Notes: cheapest way to get the noise variance of the 77 K load

The setup is a 50 Ω thin-film load at T = 77 K with an on-chip shunt capacitor C = 10 pF (assumed), feeding a lossless coaxial line of Z₀ = 50 Ω whose far end is matched and also at 77 K. Spectra are one-sided, ⟨V²⟩ = ∫₀^∞ S_V df. I want ⟨V²⟩ on C. The classical answer is known exactly, so I use it to price the numerical routes that I need once a filter or a Planck factor multiplies the spectrum.

1. The law and the exact answer

Nyquist's 1928 counting: trap the field of the equilibrium line (length ℓ, velocity v) between reflecting ends. The standing modes have spacing Δf = v/2ℓ and, for hf ≪ kT, energy kT each. Half of the energy kT(2ℓ/v)df moves each way and crosses in ℓ/v, so each direction carries power kT df. A termination Z absorbs the fraction 1 − |Γ|² = 4Z₀ Re Z/|Z+Z₀|² of it, the transmission of this single channel, while its open-circuit noise emits S_V Z₀/|Z+Z₀|². Balance at every f gives

S_V = 4kT Re Z(f), S_I = S_V/|Z|² = 4kT Re Y(f),

and S_I = 4kTG for a plain resistor. With kT = 1.063×10⁻²¹ J the bare load has 0.461 nV/√Hz and 9.22 pA/√Hz and offers −179.7 dBm/Hz.

The capacitor sees R∥ = 25 Ω, so τ = R∥C = 250 ps, f_c = 1/2πτ = 636.6 MHz, Re Z = R∥/(1+x²) with x = f/f_c, and

⟨V²⟩ = 4kT R∥ f_c ∫₀^∞ dx/(1+x²) = 4kT R∥ /(4τ) = kT/C,

which is equipartition, C⟨V²⟩/2 = kT/2. The model gives a noise bandwidth 1/4τ = 1.000 GHz and V_rms = 10.31 µV (32.6 µV for a 1 pF sampling capacitor, assumed). A far end at T′ replaces T by (T+T′)/2. In units of kT/C the target is

J = (2/π) ∫₀^∞ dx/(1+x²) = 1,

and ε is a method's deviation from 1. One unit of work is one evaluation of Re Z or one time step; this flatters time stepping, which also draws a Gaussian number per step.

2. How much accuracy means anything

With the Planck weight εₚx/(exp(εₚx) − 1), εₚ = hf_c/kT, Binet's integral for the digamma function gives J_P = 1 + 2z[ln z − ψ(1+z)], z = εₚ/2π. Here kT/h = 1.604 THz, z = 6.32×10⁻⁵ and J_P − 1 = −1.15×10⁻³ (−8.6×10⁻³ at 1 pF). The symmetrised spectrum adds a zero-point part z ln(1+X²) up to a cutoff X = f_max/f_c, so its net shift is 2z = 1.26×10⁻⁴ times a cutoff-dependent logarithm. An uncertainty of 0.1 K in T is 1.3×10⁻³. So 10⁻² and 10⁻³ are physical targets; 10⁻⁶ only tests code against the classical model.

3. Method A: count the modes

A line open at one end and shorted at the other has f_n = (n − ½)Δf. Giving each mode its band Δf and keeping N modes, with y = f_c/Δf,

J_A = (2/π) Σ_{n=1..N} y/(y² + (n−½)²) = tanh(πy) − (2/π) Im ψ(N + ½ + iy).

The tanh follows from Poisson summation: the autocorrelation exp(−|t|/τ) acquires images of sign (−1)^m at multiples of the round trip 2ℓ/v = 2πyτ, and Σ_m (−1)^m exp(−2πy|m|) = tanh(πy). The ψ term is the sum over n > N, equal to (2/π)[y/N − y(4y²+1)/12N³ + …]. To leading order

|ε_A| = 2exp(−2πy) + 2y/πN.

A longer line kills the images but lowers the top frequency NΔf. The minimum sits at y = ln(2π²N)/2π, where |ε_A| = [1 + ln(2π²N)]/π²N. Work is N. For 10⁻² I need N = 86, y = 1.18, that is ℓ = 0.195 m at a typical v = 0.7c for PTFE cable, and a top frequency of 46 GHz. The boundary condition matters. Shorting both ends gives f_n = nΔf and an infinite sum coth(πy) − 1/πy; the lost half cell at zero frequency makes the best deviation 2√2/(π√N), and 10⁻² then costs N = 8.1×10³.

A′: if the asymptote Re Z → R∥/x² is known, add the leading tail 2y/πN by hand. The remainder y(4y²+1)/6πN³ has the opposite sign to the image term. I take no credit for cancellation: I add magnitudes and fix y by stationarity of that sum, 4π exp(−2πy) = (12y²+1)/6πN³. The deviation falls as (ln N/N)³.

4. Method B: logarithmic sweep

Put x = exp(u), so J = (1/π)∫ du/cosh u, and use N equally weighted points of spacing s, centred on f_c, whose cells cover |u| < U = Ns/2. Since ∫ exp(iku) du/cosh u = π/cosh(πk/2), Poisson summation gives for the infinite grid with offset u₀

1 + 2Σ_{m≥1} cos(2πm u₀/s)/cosh(π²m/s),

so the grid term is ∓4exp(−π²/s), negative for even N and positive for odd N. The omitted points, with 1/cosh u ≈ 2exp(−|u|), form two geometric series of total (4/π)exp(−U)g(s/2), g(t) = t/sinh t. Equating the exponents, π²/s = Ns/2, gives s = π√(2/N) and, with magnitudes added,

|ε_B| = exp(−π√(N/2)) [4 + (4/π) g(s/2)].

Work is N, growing only as 2[ln(1/ε)/π]² to leading order. Centring the grid a factor r off f_c multiplies the truncation term by cosh(ln r), 5.05 for a decade, and the grid term by cos(2π ln r/s), −0.69 for a decade at N = 49, so that only its bound 4exp(−π²/s) is independent of r.

B′: if both asymptotes (flat, and 1/x²) are known, add the two geometric series. The next term of 1/cosh u, −2exp(−3|u|), leaves (4/3π)exp(−3U)g(3s/2). Now π²/s = 3Ns/2, s = π√(2/3N), and

|ε_B′| = exp(−π√(3N/2)) [4 + (4/3π) g(3s/2)],

the same exponent for a third of the points.

5. Method C: Langevin time stepping

C dV/dt = −V/R∥ + i(t) with ⟨i(t)i(t′)⟩ = (S_I/2)δ(t−t′) = (2kT/R∥)δ(t−t′). With w = V/√(kT/C), a = Δt/τ and unit Gaussians ξ:

Euler–Maruyama: w′ = (1−a)w + √(2a)ξ, stationary variance σ² = 2a/[1 − (1−a)²] = 1/(1 − a/2).

Trapezoidal: (1 + a/2)w′ = (1 − a/2)w + √(2a)ξ, σ² = 2a/[(1+a/2)² − (1−a/2)²] = 1 for every a.

For a Gaussian chain with step correlation ρ, Cov(w_i², w_j²) = 2σ⁴ρ^(2|i−j|), so the mean of w² over M steps, M long against the correlation time, has variance (2σ⁴/M)(1+ρ²)/(1−ρ²). For Euler at small a the mean-square deviation is a²/4 + 2/aM, least at a = (4/M)^(1/3), where ε_rms = (√3/2)(4/M)^(1/3) and M = 2.6/ε³. For the trapezoidal rule the correlation factor is 1/a + a/4. It is least, and equal to 1, at a = 2, where ρ = 0 and the steps are independent draws; a = 1 costs 1.25 times as much. So ε_rms = √(2/M) at best and M = 2/ε². Euler has σ² > 1 and a correlation factor of at least 1, so it loses to this at every M. These are one-sigma figures, not bounds.

6. Memory, and larger networks

For the variance all routes keep one running sum (C also its state), so memory is O(1). For the spectrum, A and B store N numbers. C must hold a segment of L = 1/(f_min Δt) samples, spends of order M log₂L on transforms, and scatters by √(L/M) per bin for non-overlapping segments: 1 % at L = 1024 takes M = 1.0×10⁷. It also needs a ≪ 1 there, because the chain at a = 2 has the right variance but a white spectrum. If the line or chip wiring is resolved as a ladder of K nodes, a frequency point and an implicit step are both banded solves, O(K) in work and memory, so the unit of work scales alike for all routes; the point counts below hold for one pole only.

7. Tables

Least work for a stated |ε|, with the rules for y, s and a above. For A′, B and B′ the magnitudes are added; the closed-form tail terms are not counted.

method | 10⁻² | 10⁻³ | 10⁻⁶
A | 86 | 1115 | 1.9×10⁶
A′ | 4 | 10 | 167
B | 8 | 15 | 49
B′ | 3 | 5 | 16
C trapezoidal | 2×10⁴ | 2×10⁶ | 2×10¹²
C Euler | 2.6×10⁶ | 2.6×10⁹ | 2.6×10¹⁸

Deviation reached inside a work budget W. The A and A′ entries at W = 10 use the full sums. "Rounding" means that the formula falls below 10⁻¹⁵ and double-precision rounding takes over.

method | W = 10 | W = 100 | W = 10⁴
A | 6.3×10⁻² | 8.7×10⁻³ | 1.3×10⁻⁴
A′ | 9.3×10⁻⁴ | 3.6×10⁻⁶ | 2.0×10⁻¹¹
B | 4.6×10⁻³ | 1.2×10⁻⁹ | rounding
B′ | 2.3×10⁻⁵ | rounding | rounding
C trapezoidal | 0.45 | 0.14 | 1.4×10⁻²

8. What I pick

For a stated accuracy with known asymptotes: at 10⁻², A′ and B′ tie, since 4 against 3 is within the uncounted tail terms; at 10⁻³ and 10⁻⁶, B′ is cheapest. Without asymptotes B is cheapest at all three. At 10⁻³ it undercuts plain mode counting by a factor 74 and the best time stepping by 1.3×10⁵.

Inside a budget: at W = 10, B′, then A′, then B; the order of A′ and B reverses by W = 100, where B alone is far below every physical limit of section 2 and a larger budget buys nothing. Time stepping has not reached 1 % at W = 10⁴. I keep it for cases with no Re Z to integrate, such as a nonlinear or switched load, and then with the trapezoidal rule. Plain A stays as the derivation of the law.

The frequency range is a second reason for B′. The 15-point B grid has 2.0 points per decade and its cells run from 117 kHz to 3.5 THz, past kT/h, because the rule π²/s = Ns/2 ties U to the grid term: that term takes 7.3×10⁻⁴ of the 10⁻³ budget, and the Lorentzian tail (2/π)arctan(1/x) beyond the last cell holds only 1.2×10⁻⁴. The tail by itself falls to 10⁻³ at 405 GHz. The 5-point B′ grid reaches the same target with cells from 36 MHz to 11 GHz, inside the typical 18 GHz rating of SMA-type hardware. The Planck weight does not slow B: its poles at εₚx = 2πi m lie on Im u = ±π/2, the same lines as the poles of 1/cosh u, so the grid term keeps its exponent, and the 49-point sum with the weight reproduces the closed form for J_P within 10⁻⁶.

On the hardware, the model puts 2.3 % of the variance above 18 GHz, where a real load and cable stop being 50 Ω. That reshapes the tail of the spectrum and undermines the asymptote R∥/x² used in A′ and B′, but the classical total stays kT/C for any passive surroundings at 77 K that add no capacitance directly across C. Pad capacitance does add, so the model's 10.31 µV scales as the inverse root of the total capacitance at the node.